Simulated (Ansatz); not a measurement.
## SnO2: energy above lowest point against volume scale

Free energy against uniform scaling of the volume at fixed shape and fractions; periodic cell, basis, potentials, k mesh and filling as listed. The results are calculated, by Ansatz 0.2.0.

The cell before it is scaled or strained (space group P4_2/mnm, No. 136):
```
cell vectors (Å)
   4.7380     0.0000     0.0000
   0.0000     4.7380     0.0000
   0.0000     0.0000     3.1865
atoms (fractions of the cell vectors)
Sn  0.00000  0.00000  0.00000
Sn  0.50000  0.50000  0.50000
O   0.30710  0.30710  0.00000
O   0.19290  0.80710  0.50000
O   0.69290  0.69290  0.00000
O   0.80710  0.19290  0.50000
```

Settings of every row: functional PBE; dispersion none; potentials PAW; wave cutoff 470 eV; density cutoff 1880 eV; k mesh 4x4x6; k shift 0x0x0; occupations fixed; smearing width 0 eV; spin none.

```
row  volume scale  V (Å³/atom)  energy above lowest point (meV/atom)
  1          0.88       10.491                                     ?
  2          0.92       10.968                                 150.7
  3          0.96       11.445                                  67.9
  4             1       11.922                                    20
  5          1.04       12.399                                     0
  6          1.08       12.876                                   2.4
  7          1.12       13.353                                  22.7
```

Question: what energy above lowest point should row 1 give?

Worked fit of energy above lowest point. Take u = (V_r/V)^(2/3) − 1 with V_r = 12.16 Å³ an atom, which is twice the finite (Eulerian) strain; such expansions in the strain, on which the Birch-Murnaghan equation of state is built, carry the rest volume and the bulk modulus. The shown rows have u = 0.0712, 0.04123, 0.01326, -0.01289, -0.03742, -0.06049. Least squares give energy above lowest point = 6.91 + 756.38 × u + 17242.1 × u² + 6991 × u³ meV/atom; a parabola predicts inner rows, each left out in turn, worse (root mean square 0.64 against 0.02 meV/atom). All shown rows lie on it to the printed digit. Its lowest point lies at u = -0.0222, or V = 12.58 Å³ an atom, and the curvature there gives the bulk modulus at fixed shape and fractions, B = (4/9)(1 + u)² E″(u)/V = 182 GPa. Letting shape and atoms relax would as a rule lower it, by much in layered, chain or molecular crystals. The withheld row has u = 0.10343, so the fit gives 6.91 + 756.38 × (0.10343) + 17242.1 × (0.10343)² + 6991 × (0.10343)³ = 277.3 meV/atom.

The calculation gave 277 meV/atom. The fit lies 0.3 meV/atom (0.11 % of the column's range) above it; its largest miss of a shown row is 0.0 meV/atom. This row lies beyond the range of the fit.
